Q: These are the eight Fermi-surface sheets of Co2Si, computed as a ferromagnet. Row 7 has the highest density of states, or DOS. Is it simply the largest sheet?

Fermi-surface sheets of ferromagnetic Co2Si (Pnma, 12 atoms, cell not relaxed), from Ansatz 0.2.0 with collinear scalar-relativistic PBE, PAW and a 420 eV plane-wave cutoff. The density uses an 8x10x6 k mesh and 0.05 eV Gaussian smearing, the sheets an 18x22x12 mesh. Filled share is a fraction of the zone; band bottoms and tops are relative to the Fermi level.

```
row  sheet dos (states/eV/cell)  sheet spin  sheet band  sheet filled share  sheet mean speed (1e5 m/s)  sheet bottom (eV)  sheet top (eV)
  1                       1.265          up          77               0.833                       1.940             -0.293           0.413
  2                       2.192          up          78               0.542                       2.147             -0.263           0.413
  3                       0.445          up          79               0.031                       1.567             -0.132           2.099
  4                       0.331          up          80               0.022                       1.605             -0.132           2.413
  5                       0.110        down          73               0.997                       1.116             -0.592           0.066
  6                       1.984        down          74               0.917                       1.117             -0.579           0.134
  7                       3.006        down          75               0.392                       1.034             -0.315           0.415
  8                       2.159        down          76               0.267                       1.117             -0.315           0.419
```

A: No, row 2 is the largest, and row 7 has only two thirds of its area. What lifts row 7 above row 2 is its low speed. The states within a small energy dE of the Fermi level form a shell on the sheet, of thickness dE/(ħv) in k space. Slow electrons therefore make a thick shell, and the whole sheet holds

N = V A / (8π³ ħ v)

Here N is the sheet DOS, A the area of the sheet, v its mean speed and V the cell volume. Electrons on row 2 are about twice as fast as those on row 7, which more than offsets the larger area. The other down sheets are nearly as slow as row 7, and it leads them mainly because it is larger. The formula is an identity, so it explains the order of the rows but doesn't test the calculation.

Q: In a free-electron metal, more states at the Fermi level also means faster electrons. Does that help here?

A: Not for comparing sheets, because their bands curve differently: row 3 has more states than row 4 but is slightly slower. Within a single small electron pocket the picture is a rough guide. In a free-electron gas one parabola fixes size, speed and DOS together. If n electrons per cell fill it to a depth E, then n grows as E to the power 3/2, and the slope of that curve is

N = 3n / (2E)

Row 3 can be treated as such a pocket: its filled share is n, and E is the distance from its bottom to the Fermi level. The estimate is 1.5 × 0.031 / 0.132 = 0.35 states/eV/cell, and the computed DOS is about a quarter higher. Row 4 behaves in the same way. The hole pockets, counted from their tops, fit less well: the computed DOS is 1.7 times the estimate in row 5 and 2.1 times in row 6. Row 5 is the smallest pocket of all, so small size alone doesn't make the analogy good, though its few mesh points also make its numbers uncertain. Nor does the guide last as a pocket fills: with the level 0.25 eV higher, the band of row 3 has about seven times the DOS, but its electrons are slightly slower.

Q: Then which sheets carry the current?

A: Consider a perfectly flat band. Its DOS is enormous, but its electrons don't move, so counting states can't be enough. In a field, an electron gains energy in proportion to its speed, and it carries charge in proportion to its speed as well. Averaged over directions, a sheet contributes

σ ∝ N ⟨v²⟩ τ

where τ is the time between collisions and ⟨v²⟩ the mean square speed. Suppose first that τ is the same on all sheets, and take the square of the mean speed for ⟨v²⟩:

row 2: 2.192 × 2.147² = 10.1
row 7: 3.006 × 1.034² = 3.2

Row 2 thus carries about three times as much as row 7, although it has fewer states.

The square of a mean never exceeds the mean square, so these weights are lower bounds. Summed over all eight rows, with no adjusted constant, they fall 4% short of the Drude weight computed from the full band slopes. Whichever spin receives that remainder, the up sheets hold 64 to 68% of the weight, with only 37% of the DOS. The printed output after this exchange gives the shares sheet by sheet.

Q: What if the collision time isn't the same everywhere?

A: Take the opposite limit, in which all electrons travel the same distance ℓ = vτ between collisions. One factor of speed then cancels, and the contribution follows Nv, which is the area of the sheet. The up sheets have 52% of the area, so their lead almost disappears. A very thin film or a fine-grained line, where surfaces and grain boundaries set the path, lies closer to this limit than a clean, thick sample does. These are two simple cases rather than strict bounds, because real scattering can also differ between the spins.

Q: Why are all the down sheets slower than all the up sheets?

A: The mix of elements in the states isn't the reason, since rows 3 and 4 are 96% cobalt, just like rows 6 to 8, and are still faster. Moving the level through the computed bands is more telling. At 0.25 eV below the Fermi level the mean speed of the up electrons drops from 2.0 to 1.1, in units of 10⁵ m/s. At 0.25 eV above it, that of the down electrons rises from 1.1 to 1.4. Slowness therefore depends on where the level cuts the d bands, and not on spin as such.

Exchange lowers the up bands relative to the down bands. The common Fermi level then cuts the down bands in a dense, slow region and the up bands above theirs. The same reasoning gives a first guess for a related ferromagnet: find which spin has its slow d states at the Fermi level, and expect the other spin to carry more than its share of the DOS suggests.

The two sets of bands are not shifted copies, however. Filled with the same 75.6 electrons per cell, the up bands have a DOS of 7.1 states/eV/cell and the down bands only 3.5. The cobalt atoms form two groups with moments of 0.51 and 0.29 μB, so exchange may push some bands further than others. That explanation is plausible but untested.

Q: What would change if nickel replaced some of the cobalt?

A: Nickel brings one more electron per atom. If the bands stayed frozen, replacing about 28% of the cobalt would raise the level by 0.25 eV. The down DOS would halve, while the up DOS would grow by about a fifth and become the larger of the two. Real bands would not stay frozen, because nickel's d levels lie deeper than cobalt's and the exchange splitting responds to the filling. The estimate shows how sensitive the balance is and doesn't predict the alloy.

Q: Which digits can I trust?

A: Least of all those of row 5. Its pocket covers only about 13 points of the dense k mesh, and its top lies 0.066 eV above the Fermi level, hardly more than the smearing width. A small shift of the bands could remove it. Little of the current argument depends on this row, which holds about 1% of the DOS.

For the large sheets, the digits serve to compare rows of this calculation, and even the first may not hold for the material. The cell is unrelaxed and under a stress of about 5 GPa, and spin-orbit coupling is left out. The moment matters most, because PBE often makes it too large in weak itinerant magnets. In the limit of no moment the up and down sheets coincide, and each spin carries half the current. The lead of the up electrons is therefore only as reliable as the computed magnetism, and no nonmagnetic or antiferromagnetic run is given here to test that.

The analysis program printed:

```
Sheets:
  row  area (1/A^2)  DOS from area and speed  area share %  least Drude share %  parabola DOS  DOS over parabola
    1         3.065                    1.265          15.1                18.08        0.6084              2.079
    2          5.88                    2.192         28.97                38.37         1.665              1.317
    3         0.872                   0.4454         4.296                4.149        0.3534              1.259
    4         0.664                   0.3312         3.271                3.238        0.2557              1.295
    5         0.153                   0.1097        0.7538               0.5202       0.06364              1.729
    6         2.767                    1.983         13.63                9.399        0.9325              2.128
    7         3.883                    3.006         19.13                 12.2         1.866              1.611
    8         3.013                    2.159         14.84                10.23          1.27              1.701
DOS of row 7 over row 2: 1.371
Area of row 7 over row 2: 0.6604
Speed of row 2 over row 7: 2.076
Area of row 2 over row 8: 1.952
Speed of row 2 over row 8: 1.922
DOS of all up sheets, states/eV/cell: 4.233
DOS of all down sheets, states/eV/cell: 7.259
Up share of the DOS, %: 36.83
Up share of the area, %: 51.64
Up share of the Drude weight, least, %: 63.83
Up share of the Drude weight, most, %: 67.65
Drude trace from DOS and mean speeds, eV^2: 15.19
Drude trace as computed, eV^2: 15.8
Part of the Drude trace missed by mean speeds, %: 3.82
Moment counted from the fillings, muB/cell: 2.856
Mean speed of up states at the Fermi level, 1e5 m/s: 1.982
Mean speed of down states at the Fermi level, 1e5 m/s: 1.083
Up electrons per cell below -0.25 eV: 75.61
Down electrons per cell below +0.25 eV: 75.62
Up DOS at -0.25 eV, states/eV/cell: 7.076
Down DOS at +0.25 eV, states/eV/cell: 3.46
Mean speed of up states at -0.25 eV, 1e5 m/s: 1.057
Mean speed of down states at +0.25 eV, 1e5 m/s: 1.409
Up DOS at +0.25 eV, states/eV/cell: 5.013
Share of Co to replace by Ni for a level at +0.25 eV in frozen bands, %: 27.84
Dense-mesh points inside the pocket of row 5: 13.31
```
